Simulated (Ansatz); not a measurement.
**Ga$_{3}$Se: a film clamped to a substrate**

Theory: Ansatz 0.2.0, DFT PBE+D3(BJ), scalar-relativistic, plane waves, PAW. Cutoff 420 eV, Γ-centred 12×12×12 k-points, Gaussian smearing of 0.15 eV. No spin polarisation. Energies are free energies at this smearing, counted from the undisturbed cell; pressure is positive in compression.

Zero of the scan (relaxed at this level; it needn't be the usual structure):

```
Ga Se
1.0
     4.32361    0.00000    0.00000
     0.00000    4.32361    0.00000
     0.00000    0.00000    4.32361
Ga Se
3 1
Direct
  0.00000 0.50000 0.50000
  0.50000 0.00000 0.50000
  0.50000 0.50000 0.00000
  0.00000 0.00000 0.00000
```

The cell (4 atoms, V0 = 80.82 Å³) is strained by p along both x and y and by q along z, fractional coordinates fixed. τp = (1/V0) ∂E/∂p = (σxx + σyy)(1 + p)(1 + q) and τq = (1/V0) ∂E/∂q = σzz(1 + p)², with tension positive.

```csv
p,q,ΔE (meV/atom),τp (GPa),τq (GPa)
0.000,0.000,0.00,-0.09,-0.04
-0.015,0.000,2.92,-3.07,-1.44
0.015,0.000,2.32,2.49,1.26
0.000,-0.015,0.77,-1.49,-0.78
0.000,0.015,0.57,1.21,0.64
```

Question: Get the second derivatives of the energy density.

Answer: Central differences give A = ∂τp/∂p = 185 GPa (C11 + C22 + 2 C12), C = ∂τq/∂q = 48 GPa (C33) and the cross term B = ∂τq/∂p = 90 GPa (C13 + C23); ∂τp/∂q = 90 GPa must equal B, and any difference shows higher-order terms. The ions are clamped. In a cubic crystal C11 = C = 48, C12 = B/2 = 45 GPa and A should be 2(C11 + C12) = 185 GPa; the bulk modulus is (C11 + 2 C12)/3 = 46 GPa.

Question: A film of this crystal grows with z along the normal on a substrate that imposes p. How does its thickness respond, and what does the misfit cost?

Answer: Count p and q from the stress-free cell. A free surface needs τq = 0, so q = −(B/C) p = -1.90 p. The energy density left is (A − B²/C) p²/2 = M p², with the biaxial modulus M = 7.0 GPa (a small difference of large numbers, so errors of a few per cent in A, B and C become tens of per cent in M); a misfit of 1 % costs 0.09 meV/atom, against 1.17 meV/atom if the thickness were held.

In a metal these slopes depend on the k mesh and the smearing.

The film is cheap to strain because it can keep its volume almost unchanged: the thickness response of -1.90 p nearly cancels the change in area. What remains is mostly a tetragonal shear, and the crystal hardly resists it, since C11 (48 GPa) barely exceeds C12 (45 GPa). The biaxial modulus is therefore far below the bulk modulus of 46 GPa. This suggests largely non-directional metallic bonding in a close-packed ordered arrangement, where a change of density costs much more than a change of shape at fixed density. The known gallium selenides, by contrast, are semiconductors with directional covalent bonds.

Holding the ions at fixed fractional coordinates doesn't cause the softness. Every atom sits on an inversion centre that these strains preserve, so no internal force arises. The small positive shear stiffness puts the cubic cell close to a tetragonal instability and is weak evidence that it resists one. Stability against other shears, cell-doubling distortions or decomposition into known selenides remains untested.
